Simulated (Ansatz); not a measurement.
Ligand exchange: Ta(CH3)2(OH)O + C2H6MgO → Ta(CH3)(OH)2O + C3H8Mg

Species: Ta(CH3)2(OH)O, singlet; C2H6MgO `C[CH2][Mg][OH]`, singlet; Ta(CH3)(OH)2O, singlet; C3H8Mg `C[CH2][Mg][CH3]`, singlet. The partners trade CH3 for OH: Ta–CH3 and Mg–OH bonds give way to Ta–OH and Mg–CH3.

Shapes, held fixed at every level: PBE0-D4/def2-TZVP. Flexible molecules stand in one conformer, not always the lowest. Programs: Ansatz 0.2.0. Electronic energies: no zero-point or thermal term.

| level | kind | ΔE (kJ/mol) | less CCSD(T)/def2-TZVPP |
| --- | --- | --- | --- |
| SPW92/def2-TZVPP | LDA | -48.6 | -8.3 |
| BHLYP-D4/def2-TZVPP | global hybrid | -37.4 | +2.9 |
| r2SCAN0-D4/def2-TZVPP | global hybrid | -38.1 | +2.2 |
| wB97M-V/def2-TZVPP | range-separated hybrid | -40.3 | 0.0 |
| CCSD(T)/def2-SVP | coupled cluster or CI | -43.7 | -3.4 |
| CCSD/def2-TZVPP | coupled cluster or CI | -38.2 | +2.1 |
| CCSD(T)/def2-TZVPP | coupled cluster or CI | -40.3 | 0.0 |

The highest level, CCSD(T)/def2-TZVPP, gives ΔE = -40.3 kJ/mol; the levels span -48.6 to -37.4. The column of differences is taken from that level and isn't an error. No measured value is set beside it here. For atoms past krypton def2 sets carry core potentials with scalar relativity. Outer-core shells of Mg, Ta are correlated in most correlated rows, in sets that cover them unevenly.

Every level places hydroxide on tantalum and methyl on magnesium, with the exchange exothermic by 40.3 kJ/mol at the highest level. Both metals bind oxygen strongly, so the energy measures how much more tantalum gains than magnesium loses when OH replaces CH3. The likely main reason is π donation: the hydroxide lone pairs can donate into empty 5d orbitals of d0 Ta(V), whereas methyl has no lone pair to offer. Magnesium has no comparable low-lying d acceptors, and its bond to OH is largely ionic. The preference survives even though the oxo ligand and the first hydroxide already compete for the same tantalum orbitals.

Because the number of each ligand type is conserved, much of the correlation error should cancel. Enlarging the coupled-cluster basis shifts the energy by more than adding the triples does, so the close match of wB97M-V is weak evidence for its accuracy. The result applies to isolated monomers; in condensed phases, hydroxide bridging between magnesium centres would favour the reactant side and could reduce the driving force.
